Appendix. The difference potential of stabilised jellium

A.1 Premises and conventions

Hartree atomic units are used (ħ = m = e² = 1, lengths in bohr, energies in hartree), with results also in eV and GPa. A potential means the potential energy of an electron. The metal is unpolarised and at zero temperature. Its mean valence density is n̄ = 3/(4π rs³), the Fermi wave vector is kF = (3π² n̄)^(1/3) = (9π/4)^(1/3)/rs, the valence is z, and the volume per ion z/n̄ defines the Wigner–Seitz radius r0 = z^(1/3) rs. Since n ∝ rs⁻³,

n d/dn = −(rs/3) d/drs = −(r0/3) d/dr0. (A1)

The premises are these.
(P1) Each ion acts on the valence electrons through a local pseudopotential v_ps(r) that does not change when the metal is compressed and equals −z/r beyond a core radius rc < r0.
(P2) The pseudopotential is weak enough that the bulk energy may be taken to first order in its departure from a uniform background, that is, evaluated on the uniform density.
(P3) The Wigner–Seitz cell is replaced by a sphere of equal volume.
(P4) The metal is at zero pressure at the given density.
(P5) For the surface, the difference potential defined below is replaced by its cell average inside the metal, and exchange and correlation are treated in the local-density approximation (LDA).

These define the structureless pseudopotential or stabilised-jellium model of Perdew, Tran and Smith (1990); the ideal metal of Shore and Rose (1991) carries the same constant. The energy per electron of the uniform gas is

e_J(n) = ts + εx + εc, ts = 3kF²/10, εx = −3kF/(4π), εxc = εx + εc. (A2)

A.2 Rearrangement about jellium

Let U[ρ] = ½∬ρ(r)ρ(r′)/|r − r′| and let E_ii be the Coulomb repulsion of the point ions at sites R. The energy functional is

E[n] = Ts[n] + Exc[n] + U[n] + ∫n(r) Σ_R v_ps(r − R) d³r + E_ii. (A3)

Introduce a background n₊ equal to n̄ in the union of the cells and zero outside, with potential v₊(r) = −∫n₊(r′)/|r − r′| d³r′, and define the difference potential

δv(r) = Σ_R v_ps(r − R) − v₊(r). (A4)

The jellium functional is E_J[n] = Ts + Exc + U[n − n₊], and U[n − n₊] = U[n] + ∫n v₊ + U[n₊]. Substituting Σv_ps = v₊ + δv in (A3) and adding and subtracting U[n₊] and ∫δv n₊ gives, without approximation,

E[n] = E_J[n] + ∫δv (n − n₊) d³r + K, K = E_ii − U[n₊] + ∫δv n₊ d³r. (A5)

K does not depend on n. Because ∫v₊ n₊ = −2U[n₊], it can be written K = E_ii + ∫n₊ Σv_ps + U[n₊], the energy of ions immersed in uniform electronic charge n₊. In the bulk, (P2) sets n = n₊, so the energy per electron is e = e_J + e_cell with e_cell = K/N.

A.3 The cell energy

Under (P3) the crystal is a set of spheres, each holding an ion and z electrons spread uniformly. A neutral spherical charge has no field outside itself, so different spheres do not interact and K is a sum of single-sphere energies. A uniform sphere of z electrons produces, for an electron at r < r0,

v_H(r) = z(3r0² − r²)/(2r0³), (A6)

which satisfies ∇²v_H = −4πn̄ and joins z/r at r0. Write ⟨f⟩ = (3/r0³)∫₀^r0 f r² dr for the cell average. Then ⟨r²⟩ = 3r0²/5 and ⟨v_H⟩ = 6z/(5r0). The self-energy per electron is half of this, so

e_cell = ⟨v_ps⟩ + 3z/(5r0). (A7)

For the empty core of Ashcroft, v_ps = −z/r + w_R(r) with w_R = z/r for r < rc and zero beyond. With ⟨1/r⟩ = 3/(2r0) and ⟨w_R⟩ = 3z rc²/(2r0³),

e_cell = e_M + w̄_R, e_M = −9z/(10r0) = −9z^(2/3)/(10rs), w̄_R = 3rc²/(2rs³) = 2πn̄rc². (A8)

A.4 Cell average of the difference potential

The background sphere of a cell gives −v_H inside and −z/r outside. Its contribution to (A4) together with its ion is therefore v_ps + v_H for r < r0 and, by (P1), zero for r > r0. Thus δv vanishes outside the metal, which fixes its zero, and inside each cell δv = v_ps + v_H, so that

⟨δv⟩ = ⟨v_ps⟩ + 6z/(5r0). (A9)

Now differentiate (A7). By (P1) the function v_ps is fixed, so only the prefactor 3/r0³ and the upper limit of ⟨v_ps⟩ vary. Using (A1), −(r0/3) d⟨v_ps⟩/dr0 = ⟨v_ps⟩ − v_ps(r0) = ⟨v_ps⟩ + z/r0, and −(r0/3) d[3z/(5r0)]/dr0 = z/(5r0). The sum is the right side of (A9):

n de_cell/dn = ⟨δv⟩. (A10)

This identity holds for any core shape allowed by (P1). For the empty core it reads ⟨δv⟩ = −3z/(10r0) + w̄_R = e_M/3 + w̄_R, as also follows from e_M ∝ n^(1/3) and w̄_R ∝ n.

A.5 Zero pressure

The pressure is P = n² de/dn = n[n de_J/dn + ⟨δv⟩]. Premise (P4) then gives

⟨δv⟩ = −n d(ts + εxc)/dn at n = n̄. (A11)

Since ts ∝ n^(2/3), n dts/dn = 2ts/3 = kF²/5. Since εx ∝ n^(1/3), n dεx/dn = εx/3 = −kF/(4π). By (A1), n dεc/dn = −(rs/3) dεc/drs. Hence

⟨δv⟩ = −kF²/5 + kF/(4π) + (rs/3) dεc/drs (hartree). (A12)

Neither z nor the core appears on the right: the valence enters e_M and the core strength needed for equilibrium, but only the combination (A9) enters the pressure, and the uniform gas fixes that combination. For the empty core the radius follows from

rc² = (2rs³/3)[⟨δv⟩ + 3z^(2/3)/(10rs)]. (A13)

The curvature is not independent of valence. From B = n dP/dn and (A1), at P = 0,

B = (1/(12π rs)) d²e/drs², d²e/drs² = (6ts + 2εx + 2e_M + 12w̄_R)/rs² + d²εc/drs², (A14)

each power rs^(−p) contributing p(p + 1)/rs² times itself. B > 0 makes the stationary point a minimum against uniform dilation.

Equation (A11) can be written ⟨δv⟩ = −P_J/n̄, with P_J = n̄² de_J/dn the pressure of the electron gas. The constant therefore vanishes exactly where jellium is itself at zero pressure. With exchange only, (A12) is zero at kF = 5/(4π), rs = (4π/5)(9π/4)^(1/3) = 4.82. Correlation has dεc/drs > 0 and moves the zero to smaller rs. For rs ≥ 1 take as input the Perdew–Zunger (1981) form

εc = γ/D, D = 1 + β₁√rs + β₂rs, γ = −0.1423, β₁ = 1.0529, β₂ = 0.3334, (A15)

so that dεc/drs = −γD′/D² with D′ = β₁/(2√rs) + β₂. The zero then lies at rs = 4.18, the minimum of e_J. The older Wigner form εc = −0.44/(rs + 7.8) puts it at 4.30. Denser metals have ⟨δv⟩ < 0: the gas pushes outward and an attractive well holds it. More dilute metals have ⟨δv⟩ > 0.

A.6 Planar surface and the Budd–Vannimenus relation

Let the background fill x < 0. By (P5), δv → u θ(−x), where u = 0 is jellium and u = ⟨δv⟩ is stabilised jellium at the same n̄. From (A5) the Kohn–Sham potential is

v(x) = φ(x) + μxc(n(x)) + u θ(−x), φ″ = −4π(n − n₊), μxc = d(nεxc)/dn. (A16)

The orbitals are real functions ψ_k(x) times plane waves along the surface, with ψ″ = 2(v − ε_k)ψ and ψ_k → √2 sin(kx − η_k) deep inside. Summing over spin and over parallel wave vectors of magnitude below (kF² − k²)^(1/2) gives the weight g(k) dk = (kF² − k²) dk/(2π²) for 0 < k < kF; n = ∫gψ² dk, and ∫g dk = kF³/(3π²) = n̄ confirms the normalisation. Define for each orbital

Π_k = ½(ψ′² − ψψ″) = ½ψ′² − (v − ε_k)ψ². (A17)

Differentiating the second form, dΠ_k/dx = ψ′ψ″ − 2(v − ε_k)ψψ′ − v′ψ² = −v′ψ², because the first two terms cancel by the orbital equation. This holds across the step too, where ψ and ψ′ are continuous and Π_k jumps by −ψ² times the jump of v. In the vacuum Π_k → 0; deep inside Π_k → k²(cos² + sin²) = k². Summing with g, the kinetic stress Π obeys Π′ = −n v′, Π(∞) = 0 and Π(−∞) = ∫g k² dk = kF⁵/(15π²) = n̄kF²/5. Integrating over all x,

n̄kF²/5 = ∫nφ′ dx + ∫n (dμxc/dx) dx − u n(0), (A18)

where dθ(−x)/dx = −δ(x) gave the last term. In the second integral n dμxc/dn = 2nεxc′ + n²εxc″ = d(n²εxc′)/dn, primes on εxc meaning d/dn, so it equals −n̄²εxc′(n̄). In the first, Poisson's equation gives ∫(n − n₊)φ′ dx = −[φ′²/8π], which is zero because a neutral surface has no field at either end; hence ∫nφ′ dx = ∫n₊φ′ dx = n̄[φ(0) − φ(−∞)]. With ν = n(0)/n̄,

D_in ≡ φ(0) − φ(−∞) = n̄ de_J/dn + uν. (A19)

For u = 0 this is the theorem of Budd and Vannimenus (1973). By (A11) the first term is −⟨δv⟩, so D_in = −⟨δv⟩ for jellium and D_in = −⟨δv⟩(1 − ν) for stabilised jellium.

A.7 Work function

Deep inside, the Fermi level lies kF²/2 above v(−∞), so μ = φ(−∞) + u + kF²/2 + μxc(n̄) = φ(−∞) + u + e_J + n̄ de_J/dn, using d(n e_J)/dn = kF²/2 + μxc. With W = φ(∞) − μ and D_out = φ(∞) − φ(0), insertion of (A19) cancels the term n̄ de_J/dn:

W = D_out − e_J − u(1 − ν). (A20)

At u = 0 this is the expression of Mahan and Schaich (1974). Integrating Poisson's equation twice with neutrality,

D_out = 4π∫₀^∞ x n dx, D_in = 4π∫_(−∞)^0 x(n − n̄) dx. (A21)

The shift on stabilising jellium at fixed n̄ is

ΔW = −⟨δv⟩(1 − ν) + ΔD_out, (A22)

with ν taken in the stabilised profile. The first term is explicit. The second is also of first order in ⟨δv⟩, and its meaning follows from the Hellmann–Feynman theorem. For a large body W = E(N − 1) − E(N), with the zero of energy in the vacuum, and ∂E/∂u = ∫θ(n − n₊), so dW/du = −f_in, where f_in is the fraction of the removed electron taken from inside the background edge. In a metal the missing charge sits at the surface. If it came from a rigid inward displacement of the profile it would be distributed as −n′(x)/n̄ and f_in would be 1 − ν, the explicit term alone. An attractive step also draws the tail inward and lowers D_out, which opposes the explicit term. Equations (A19) and (A20) are exact for the LDA model, but they do not determine ν or D_out; these need the profile.

A closed estimate is possible with the trial profile

n = n̄[1 − (1 − ν)e^(αx)] for x < 0, n = n̄ν e^(−βx) for x > 0. (A23)

Neutrality requires (1 − ν)/α = ν/β, so α = tβ with t = (1 − ν)/ν. Then (A21) gives D_out = sν/β² and D_in = s(1 − ν)/α² = D_out/t, where s = 4πn̄. The tail is assigned the asymptotic decay of the Fermi-level orbital, ψ ∝ exp[−(2W)^(1/2) x], so β² = 8W. The remaining freedom is fixed by imposing (A19). Let a = −e_J and c = −⟨δv⟩, both positive for rs below the zero of (A12) and e_J < 0. For jellium D_in = c, so D_out = ct and W = a + ct. For stabilised jellium D_in = c(1 − ν), so W = a + c(1 − ν)(1 + t) = a + ct again, since ν = 1/(1 + t). Writing D_in = s/[8W t(1 + t)] and 1 − ν = t/(1 + t), the condition (A19) becomes

t(1 + t)(a + ct) = s/(8c) (jellium), t²(a + ct) = s/(8c) (stabilised). (A24)

Each left side rises monotonically from zero, so each has one positive root, and ΔW = c(t_S − t_J) > 0 because t² < t(1 + t).

A.8 Range of validity

Result (A12) is a statement of first order in δv about sp-bonded, nearly-free-electron metals near zero pressure. It does not apply to covalent solids, whose density is far from uniform, or to metals whose d electrons bind, and (P1) fails once cores overlap. At an applied pressure P the same steps give ⟨δv⟩ = −n de_J/dn + P/n. Beyond this, three omissions must be sized case by case.

(i) Second order in the bulk. On a Bravais lattice the empty core has Fourier components v(G) = −(s/G²) cos(G rc), since the core adds (s/G)∫₀^rc sin(Gr) dr to −s/G². Linear response in the random-phase approximation adds to e

e_bs = −(1/2n̄) Σ_G v(G)² χ(G)/ε(G), χ = (kF/π²)L(y), ε = 1 + 4πχ/G², (A25)

with y = G/2kF and the Lindhard function L = ½ + [(1 − y²)/4y] ln|(1 + y)/(1 − y)|. Zero pressure then sets the true cell average to −n d(e_J + e_bs)/dn. The constant (A12) is thus the potential that holds a uniform gas in equilibrium, and equals the cell average of a real pseudopotential only as far as n de_bs/dn is small. The term e_bs also carries most of the dependence on crystal structure, so the model says nothing about phase stability or shear constants.

(ii) Surface termination. The zero of δv depends on how the crystal is cut. For a flat face with plane spacing d and the background edge d/2 beyond the last plane, the planar average of the Coulomb part obeys δv″ = −4πn̄ between planes, vanishes with its slope midway, and is −2πn̄(d/2 − |x|)² at distance |x| from a plane, with mean −πn̄d²/6. For rc < d/2,

⟨δv⟩_face − ⟨δv⟩ = 3z/(10r0) − πn̄d²/6. (A26)

The variation of δv across the outer layer is of similar size, so (A26) measures what the structureless surface omits and is not by itself the face correction. Equations (A19)–(A22) describe a face-independent flat surface.

(iii) The correlation input, which matters most where the three terms of (A12) nearly cancel, near rs = 4.2.

The closure (A23)–(A24) is much cruder than the rest. It has no Friedel oscillation, has a kink at x = 0, applies the asymptotic decay constant up to the edge, and, being monotonic, needs D_in > 0, so it degrades as rs approaches the zero of (A12) and fails beyond it.

A.9 Illustration: lithium

Take z = 1 and rs = 3.24 as given inputs, with (A15). All quantities are computed from unrounded values, so printed sums can be off by one in the last place. Then n̄ = 0.007019 bohr⁻³, kF = 0.5923 bohr⁻¹, ts = 0.1053, εx = −0.1414, D = 3.9754, D′ = 0.6259, εc = −0.0358, dεc/drs = 0.005635, and e_J = −0.0719 hartree = −1.958 eV. Equation (A12) gives

⟨δv⟩ = −0.07017 + 0.04714 + 0.00609 = −0.01695 hartree = −0.461 eV.

The electron-gas pressure that this well balances is P_J = 3.50 GPa. With e_M/3 = −0.09259, the core term is w̄_R = 0.07564 hartree and (A13) gives rc = 1.31 bohr, or rc/r0 = 0.40, within (P1). A trivalent ion at the same rs would need rc = 2.00 bohr and would give the same ⟨δv⟩. From (A14), d²e/drs² = 0.0646 and the model's bulk modulus is 15.6 GPa, positive as required.

The omitted terms are not small on the scale of 0.46 eV. The Wigner form of εc gives ⟨δv⟩ = −0.52 eV. For a bcc lattice the cube edge is (8π/3)^(1/3) rs = 6.58 bohr. The twelve shortest vectors have G = 1.350 bohr⁻¹, y = 1.14, L = 0.321 and ε = 1.133; they contribute only −0.036 eV to e_bs but −0.21 eV to n de_bs/dn at fixed rc, because G rc lies near the node of the cosine, where cos² varies fast relative to its size. This shell alone would raise the true cell average by about 0.2 eV, nearly half of (A12); later shells are smaller and of both signs. Equation (A26) gives +0.35 eV for the (110) face, d = 4.65 bohr, and +1.44 eV for (100), d = 3.29 bohr. What follows is therefore a property of the structureless model.

For the surface, a = 0.07195, c = 0.01695, s = 0.08820 and s/(8c) = 0.6505. The roots of (A24) and the derived quantities are listed with three decimals only so that the subtraction can be followed; energies are in eV.

quantity | jellium | stabilised
t | 2.024 | 2.403
ν | 0.331 | 0.294
β (bohr⁻¹) | 0.922 | 0.949
D_in | 0.461 | 0.326
D_out | 0.934 | 0.783
−u(1 − ν) | 0 | 0.326
W | 2.891 | 3.066

In (A22) the explicit term is +0.326 eV and the relaxation of the outer dipole is −0.151 eV, leaving ΔW = +0.175 eV, a mean f_in of 0.38. Nearly half of the explicit term is cancelled, so quoting that term alone would overstate the shift.

The weakest feature of the closure is ν, which the monotonic profile must push low in order to meet the small D_in of (A19). Its influence can be seen by dropping (A19) as a closure and treating ν as an input in (A20), which with β² = 8W becomes W² − [a − u(1 − ν)]W − sν/8 = 0. For ν = ½, an approximate value of the kind typical of self-consistent profiles, jellium has W = 3.224 eV. Keeping ν = ½ on stabilisation gives 3.392 eV, a shift of 0.168 eV; letting ν fall by the 0.037 found above, to 0.463, gives 3.338 eV, a shift of 0.114 eV. The model's shift for a flat surface at rs = 3.24 is thus positive and between 0.1 and 0.2 eV, known to one figure. As typical knowledge, fully self-consistent Kohn–Sham solutions of (A16) at this density give a shift of roughly 0.1 eV, so the closure (A24), at 0.17 eV, is probably too high by about half or somewhat more. A well of depth 0.46 eV raises the model's work function by only a quarter to two fifths of that depth, the rest being offset by the fall of the surface dipole D_in + D_out.